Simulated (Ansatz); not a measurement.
## InGa₂N₃: enthalpy under pressure, worked through

Method: DFT PBEsol, scalar-relativistic, plane waves, PAW (Ansatz). (420 eV cutoff, 6×6×6 k-mesh, Gaussian smearing of 0.02 eV, no spin polarisation)

Starting point, cell and atoms relaxed:

```xyz
12
Lattice="4.9530 -2.8569 0.0000 4.9530 2.8569 0.0000 0.0000 0.0000 5.3356" Properties=species:S:1:pos:R:3 pbc="T T T"
In    4.9530    0.9986    5.2809
In    4.9530   -0.9986    2.6131
Ga    1.6884    0.9339    5.2963
Ga    8.2176    0.9339    5.2963
Ga    8.2176   -0.9339    2.6285
Ga    1.6884   -0.9339    2.6285
N     1.7837    0.8775    1.9152
N     8.1223    0.8775    1.9152
N     8.1223   -0.8775    4.5830
N     1.7837   -0.8775    4.5830
N     4.9530    1.0977    2.1079
N     4.9530   -1.0977    4.7757
```

Cell and atoms were relaxed at each target pressure within the start's symmetry (Cmc2_1), at zero temperature; other phases can be more stable under pressure. H = E + PV with P the target; E is the free energy at the smearing used, whose derivative the pressure is, per atom and counted from zero pressure.

```
P (GPa) V (Å³/atom) E − E0 (meV) H − H0 (meV)
      0       12.583           0.0           0.0
      1       12.508           0.3          78.3
      4       12.303           3.4         310.6
     12       11.830          26.7         912.7
     25       11.221          95.8        1846.8
```

Thermodynamics gives dH/dP = V along a relaxed path. Integrate V over P by the trapezoid rule and compare with the computed enthalpies.

With 1 eV/Å³ = 160.22 GPa, each step adds the mean volume times ΔP / 160.22:
| P (GPa) | ∫V dP (meV) | H − H0 (meV) | difference (meV) |
| --- | --- | --- | --- |
| 1 | 78.3 | 78.3 | 0.0 |
| 4 | 310.6 | 310.6 | 0.0 |
| 12 | 913.1 | 912.7 | 0.4 |
| 25 | 1848.3 | 1846.8 | 1.5 |

V(P) curves upward, so the trapezoid rule runs high; integrating a smooth curve through the same points (P as a polynomial of degree 4 in ln V) puts that excess at about 1.9 meV at 25 GPa, against the 1.5 meV found.

At 25 GPa, how much of the enthalpy change is stored energy and how much is the PV term?

E rises by 96 meV/atom and PV is 25 × 11.221 / 160.22 = 1751 meV/atom, so PV makes 95 % of ΔH. So between rival structures at high pressure a small difference in volume can outweigh the difference in energy: 1 % of this volume is worth 17.5 meV/atom at this pressure.

What bulk modulus do the lowest pressures give?

From the pressures that the runs reached, -1.02 GPa (12.660 Å³) and 1.03 GPa (12.508 Å³), B = −ΔP/Δln V = 2.05 / 0.0121 = 169 GPa, a mean over that range.

The gap is 0.967 eV at -1.02 GPa and 1.026 eV at 1.03 GPa. What pressure coefficient and volume deformation potential follow?

dE_g/dP = 29.2 meV/GPa, and a_V = dE_g/d ln V = −B dE_g/dP = -4.94 eV. If the edges move to other points of the zone within the range, this is a mean of two slopes. Gaps are Kohn–Sham gaps over the whole zone.

The enthalpy rises almost entirely through PV because that term is first order in pressure, whereas the stored elastic energy begins at second order and stays small while the pressure is well below the bulk modulus. The volume falls less per GPa as compression proceeds: shortening the strong, partly ionic metal–nitrogen bonds meets steeply growing repulsion, so the 169 GPa found near zero pressure shouldn't be carried unchanged to 25 GPa.

The gap widens on compression, as is usual for wurtzite nitrides. The likely reason is that the conduction-band minimum, antibonding between cation s and nitrogen s states, rises faster than the mainly N 2p valence-band top. The gap itself, about 1 eV, is far too small for a Ga-rich indium gallium nitride, a typical failing of semilocal Kohn–Sham gaps, probably aggravated by cation d states that lie too high and push up the valence-band top. The sign of the pressure coefficient is therefore more trustworthy than the absolute gap, and its value near zero pressure doesn't establish a linear shift up to 25 GPa.
